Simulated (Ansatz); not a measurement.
## A series in volume scale on ZnAg₃

Free energy against uniform scaling of the volume at fixed shape and fractions; periodic cell, basis, potentials, k mesh and filling as listed. The results are calculated, by Ansatz 0.2.0.

The cell before it is scaled or strained (space group I4/mmm, No. 139):
```
ZnAg3
1.0
     -2.0134     2.0134     4.0720
      2.0134    -2.0134     4.0720
      2.0134     2.0134    -4.0720
Zn Ag
1 3
Direct
  0.00000 0.00000 0.00000
  0.75000 0.25000 0.50000
  0.25000 0.75000 0.50000
  0.50000 0.50000 0.00000
```

Settings of every row: functional PBEsol; dispersion none; potentials PAW; wave cutoff 550 eV; density cutoff 2200 eV; k mesh 8x8x8; k shift 0x0x0; occupations fermi dirac; smearing width 0.1 eV; spin none.

Limits: coarse k mesh, up to 40 meV an atom off; the cell comes from a prototype or a list of computed structures and needn't be the stable phase.

```
row  volume scale  V (Å³/atom)  pressure (GPa)  energy above lowest point (meV/atom)
  1          0.92       15.186            6.85                                  15.9
  2        0.9467       15.627            2.78                                   2.8
  3        0.9733       16.066           -0.61                                     0
  4             1       16.507           -3.44                                   5.7
  5        1.0267       16.948               ?                                     ?
  6        1.0533       17.387           -7.75                                  37.2
  7          1.08       17.828           -9.37                                  60.8
```

Question: what pressure and energy above lowest point should row 5 give?

Worked fit of pressure. Take u = (V_r/V)^(2/3) − 1 with V_r = 16.287 Å³ an atom, which is twice the finite (Eulerian) strain; such expansions in the strain, on which the Birch-Murnaghan equation of state is built, carry the rest volume and the bulk modulus. The shown rows have u = 0.04777, 0.02796, 0.00915, -0.0089, -0.04263, -0.05849. Least squares give pressure = −2.093 + 156.85 × u + 599.1 × u² + 763 × u³ GPa; a parabola predicts inner rows, each left out in turn, worse (root mean square 0.035 against 0.0041 GPa). All shown rows lie on it to the printed digit. The pressure vanishes at u = 0.0127, or V = 15.98 Å³ an atom, and there the bulk modulus at fixed shape and fractions is B = −V dP/dV = (2/3)(1 + u) dP/du = 116 GPa. Letting shape and atoms relax would as a rule lower it, by much in layered, chain or molecular crystals. The withheld row has u = -0.02617, so the fit gives −2.093 + 156.85 × (-0.02617) + 599.1 × (-0.02617)² + 763 × (-0.02617)³ = -5.80 GPa.

The calculation gave -5.8 GPa. The fit meets it to the printed digit.

Worked fit of energy above lowest point. Take u = (V_r/V)^(2/3) − 1 with V_r = 16.287 Å³ an atom, which is twice the finite (Eulerian) strain; such expansions in the strain, on which the Birch-Murnaghan equation of state is built, carry the rest volume and the bulk modulus. The shown rows have u = 0.04777, 0.02796, 0.00915, -0.0089, -0.04263, -0.05849. Least squares give energy above lowest point = 1.88 − 320.8 × u + 12354 × u² + 10543 × u³ meV/atom; a parabola predicts inner rows, each left out in turn, worse (root mean square 0.47 against 0.016 meV/atom). All shown rows lie on it to the printed digit. Its lowest point lies at u = 0.0128, or V = 15.98 Å³ an atom, and the curvature there gives the bulk modulus at fixed shape and fractions, B = (4/9)(1 + u)² E″(u)/V = 117 GPa. Letting shape and atoms relax would as a rule lower it, by much in layered, chain or molecular crystals. The withheld row has u = -0.02617, so the fit gives 1.88 − 320.8 × (-0.02617) + 12354 × (-0.02617)² + 10543 × (-0.02617)³ = 18.5 meV/atom.

The calculation gave 18.5 meV/atom. The fit meets it to the printed digit.
